**Configuration errors of one Ti PAW dataset: energy, charge or 3d occupation**

The table holds all-electron energies of nine valence configurations of Ti relative to unpolarised 3d² 4s², and the errors all-electron minus pseudo, from ld1.x with LDA-PZ and scalar relativity. The program fits the errors of the seven unpolarised rows to energy, ionic charge and the squared changes of 3d and 4s occupation, and reads the growth exponent along two straight occupation paths. Energy and charge fail on the neutral rows (rms over all seven rows 2.07 and 2.25 meV), while the squared 3d change does better (1.1 meV) but cannot tell 3d¹ from 3d³. The path exponents are 0.8 and 1.3 instead of 2, and a common offset does not repair them. The linear-plus-quadratic form is exactly determined and is no test; the polarised rows are treated by differences.

Calculated values. Tests of a PAW dataset for the Ti atom with a [Ne] core, made with ld1.x 7.5 (LDA-PZ, scalar-relativistic); the radii are 1.42 (s), 1.52 (p) and 1.48 bohr (d). Excitation energies are relative to the unpolarised reference 3s2 3p6 3d2 4s2 4p0, and errors are all-electron minus pseudo. Spin-polarised tests follow Hund's rule.

## Analysis program

```python
# Table: ld1.x 7.5, one Ti PAW dataset (LDA-PZ, scalar-relativistic): all-electron energies (eV) of
# valence configurations relative to unpolarised 3d2 4s2, and errors all-electron minus pseudo (meV).
# Tested: error ~ energy or charge (A), quadratic in occupation change (B), B plus low-order term (C).
T = {
    'test_configuration': ['3s2 3p6 3d2 4s1 4p0', '3s2 3p6 3d2 4s0 4p0', '3s2 3p6 3d1 4s0 4p0', '3s2 3p6 3d2.5 4s1.5 4p0', '3s2 3p6 3d1 4s2 4p1', '3s2 3p6 3d3 4s1 4p0', '3s2 3p6 3d2 4s0 4p1', '3s2 3p6 3d2 4s2 4p0', '3s2 3p6 3d2 4s1 4p0'],
    'test_spin_polarised': ['no', 'no', 'no', 'no', 'no', 'no', 'no', 'yes', 'yes'],
    'excitation_energy_all_electron': [7.5357, 21.336, 48.525, 0.32357, 4.8141, 1.0596, 11.384, -0.67041, 6.2915],  # eV
    'excitation_error': [-0.517, -1.252, -3.755, -1.088, -5.388, -1.918, -0.4762, -1.034, -1.265],  # meV
}
import re
import numpy as np
from scipy.stats import spearmanr
occ = [{k: float(v) for k, v in re.findall(r'(\d[spd])([\d.]+)', c)} for c in T['test_configuration']]
sp = np.array([str(x).lower() in ('yes', 'true') for x in T['test_spin_polarised']])
E = np.array(T['excitation_energy_all_electron'], float)
e = np.array(T['excitation_error'], float)
d = np.array([o['3d'] - 2 for o in occ]); s = np.array([o['4s'] - 2 for o in occ])
p = np.array([o['4p'] for o in occ]); q = -(d + s + p) + 0.0
name = ['d%g s%g p%g%s' % (a + 2, b + 2, c, ' spin' if z else '') for a, b, c, z in zip(d, s, p, sp)]
ix = {n: i for i, n in enumerate(name)}
er = lambda n: e[ix[n]]
en = lambda n: E[ix[n]]
u = ~sp
print('rounding floor of errors: 0.0005 meV or less (numerical floor of the run unknown)')
print('row | charge | dn_d | E eV | error meV | |error/E| %')
for i, n in enumerate(name):
    print('%s | %g | %g | %.3f | %.3f | %.4f' % (n, q[i], d[i], E[i], e[i], abs(e[i] / E[i]) / 10))
print('fits through origin, 7 unpolarised rows (spin rows are another state); residual = table - model, meV')
print('rms error, no model: %.2f meV; spread about mean: %.2f meV' % (np.sqrt(np.mean(e[u]**2)), e[u].std()))
models = {'A k*E': [E], 'A k*charge': [q], 'B k*dd^2': [d**2], 'B kd*dd^2+ks*ds^2': [d**2, s**2]}
for m, cols in models.items():
    X = np.array(cols).T
    k = np.linalg.lstsq(X[u], e[u], rcond=None)[0]
    r = e - X @ k
    w = np.where(u)[0][np.argmax(abs(r[u]))]
    print('%s: k=%s rms %.2f worst %s %.2f' % (m, np.round(k, 3), np.sqrt(np.mean(r[u]**2)), name[w], r[w]))
    print('   residuals', np.round(r[u], 2), 'spin rows', np.round(r[sp], 2))
for lab, x in (('E', E), ('charge', q), ('|dn_d|', abs(d))):
    print('Spearman |error| vs %s (7 rows): %.2f' % (lab, spearmanr(x[u], abs(e[u]))[0]))
for v in (0, 0.5, 1):
    g = abs(e[u & (abs(d) == v)])
    print('|dn_d|=%g: n=%d, |error| %.2f to %.2f, mean %.2f meV' % (v, len(g), g.min(), g.max(), g.mean()))
ex = {}; lin = {}
for lab, n1, n2, t in (('4s->3d', 'd2.5 s1.5 p0', 'd3 s1 p0', 0.5), ('4s removal', 'd2 s1 p0', 'd2 s0 p0', 1.0)):
    y = np.array([er(n1), er(n2)]); ex[lab] = np.log2(y[1] / y[0])
    a, b = np.linalg.solve([[t, t * t], [2 * t, 4 * t * t]], y); lin[lab] = a
    c, b2 = np.linalg.solve([[1, t * t], [1, 4 * t * t]], y)
    print('%s: ratio %.2f (quadratic 4), exponent %.2f' % (lab, y[1] / y[0], ex[lab]))
    print('   exact a*t+b*t^2: a %.2f b %.2f; exact c+b*t^2: c %.2f b %.2f meV' % (a, b, c, b2))
m5 = u & (p == 0)
k = np.linalg.solve(np.array([s, d, s * s, d * d, s * d]).T[m5], e[m5])
print('C, 5 rows 5 unknowns (no test): a_s %.2f a_d %.2f Qss %.2f Qdd %.2f Qsd %.2f meV' % tuple(k))
print('   eigenvalues of quadratic part (frozen core alone: none > 0):',
      np.round(np.linalg.eigvalsh([[k[2], k[4] / 2], [k[4] / 2, k[3]]]), 2))
rd = er('d1 s0 p0') - er('d2 s0 p0'); ap = er('d2 s0 p1') - er('d2 s0 p0')
print('steps from 2+ ion: remove 3d %.2f, add 4p %+.2f, sum %.2f; neutral 3d->4p row %.2f meV' % (rd, ap, rd + ap, er('d1 s2 p1')))
print('4s->4p in 1+ ion: %.3f eV, error %+.3f meV' % (en('d2 s0 p1') - en('d2 s1 p0'), er('d2 s0 p1') - er('d2 s1 p0')))
print('ionisation 2: %.3f eV, %.3f meV; 3: %.3f eV, %.3f meV' % (en('d2 s0 p0') - en('d2 s1 p0'),
      er('d2 s0 p0') - er('d2 s1 p0'), en('d1 s0 p0') - en('d2 s0 p0'), rd))
print('ratios: err d1s2p1/d1s0 %.2f, E d1s0/d1s2p1 %.1f, err d1s2p1/d3s1 %.2f, d1s0/d3s1 %.2f' % (er('d1 s2 p1') / er('d1 s0 p0'),
      en('d1 s0 p0') / en('d1 s2 p1'), er('d1 s2 p1') / er('d3 s1 p0'), er('d1 s0 p0') / er('d3 s1 p0')))
n0, n1 = 'd2 s2 p0 spin', 'd2 s1 p0 spin'
pe, pr = en(n1) - en('d2 s1 p0'), er(n1) - er('d2 s1 p0')
print('polarisation energy atom %.3f eV, error %.3f meV (%.3f %%)' % (en(n0), er(n0), er(n0) / en(n0) / 10))
print('polarisation energy 1+ ion %.3f eV, error %.3f meV (%.3f %%)' % (pe, pr, pr / pe / 10))
print('polarised first ionisation %.3f eV, error %.3f meV' % (en(n1) - en(n0), er(n1) - er(n0)))
assert (e < 0).all()
assert q[np.argmax(abs(e))] == 0
assert abs(e[u & (abs(d) == 1)]).min() > abs(e[u & (d == 0)]).max()
assert max(ex.values()) < 1.5
```

Printed output:

```
rounding floor of errors: 0.0005 meV or less (numerical floor of the run unknown)
row | charge | dn_d | E eV | error meV | |error/E| %
d2 s1 p0 | 1 | 0 | 7.536 | -0.517 | 0.0069
d2 s0 p0 | 2 | 0 | 21.336 | -1.252 | 0.0059
d1 s0 p0 | 3 | -1 | 48.525 | -3.755 | 0.0077
d2.5 s1.5 p0 | 0 | 0.5 | 0.324 | -1.088 | 0.3362
d1 s2 p1 | 0 | -1 | 4.814 | -5.388 | 0.1119
d3 s1 p0 | 0 | 1 | 1.060 | -1.918 | 0.1810
d2 s0 p1 | 1 | 0 | 11.384 | -0.476 | 0.0042
d2 s2 p0 spin | 0 | 0 | -0.670 | -1.034 | 0.1542
d2 s1 p0 spin | 1 | 0 | 6.292 | -1.265 | 0.0201
fits through origin, 7 unpolarised rows (spin rows are another state); residual = table - model, meV
rms error, no model: 2.67 meV; spread about mean: 1.71 meV
A k*E: k=[-0.082] rms 2.07 worst d1 s2 p1 -5.00
   residuals [ 0.1   0.49  0.21 -1.06 -5.   -1.83  0.45] spin rows [-1.09 -0.75]
A k*charge: k=[-0.984] rms 2.25 worst d1 s2 p1 -5.39
   residuals [ 0.47  0.72 -0.8  -1.09 -5.39 -1.92  0.51] spin rows [-1.03 -0.28]
B k*dd^2: k=[-3.701] rms 1.08 worst d3 s1 p0 1.78
   residuals [-0.52 -1.25 -0.05 -0.16 -1.69  1.78 -0.48] spin rows [-1.03 -1.26]
B kd*dd^2+ks*ds^2: k=[-3.466 -0.142] rms 1.02 worst d1 s2 p1 -1.92
   residuals [-0.38 -0.69  0.28 -0.19 -1.92  1.69  0.09] spin rows [-1.03 -1.12]
Spearman |error| vs E (7 rows): 0.04
Spearman |error| vs charge (7 rows): -0.09
Spearman |error| vs |dn_d| (7 rows): 0.85
|dn_d|=0: n=3, |error| 0.48 to 1.25, mean 0.75 meV
|dn_d|=0.5: n=1, |error| 1.09 to 1.09, mean 1.09 meV
|dn_d|=1: n=3, |error| 1.92 to 5.39, mean 3.69 meV
4s->3d: ratio 1.76 (quadratic 4), exponent 0.82
   exact a*t+b*t^2: a -2.43 b 0.52; exact c+b*t^2: c -0.81 b -1.11 meV
4s removal: ratio 2.42 (quadratic 4), exponent 1.28
   exact a*t+b*t^2: a -0.41 b -0.11; exact c+b*t^2: c -0.27 b -0.24 meV
C, 5 rows 5 unknowns (no test): a_s 0.41 a_d -2.03 Qss -0.11 Qdd -1.09 Qsd -1.72 meV
   eigenvalues of quadratic part (frozen core alone: none > 0): [-1.59  0.39]
steps from 2+ ion: remove 3d -2.50, add 4p +0.78, sum -1.73; neutral 3d->4p row -5.39 meV
4s->4p in 1+ ion: 3.848 eV, error +0.041 meV
ionisation 2: 13.800 eV, -0.735 meV; 3: 27.189 eV, -2.503 meV
ratios: err d1s2p1/d1s0 1.43, E d1s0/d1s2p1 10.1, err d1s2p1/d3s1 2.81, d1s0/d3s1 1.96
polarisation energy atom -0.670 eV, error -1.034 meV (0.154 %)
polarisation energy 1+ ion -1.244 eV, error -0.748 meV (0.060 %)
polarised first ionisation 6.962 eV, error -0.231 meV
```
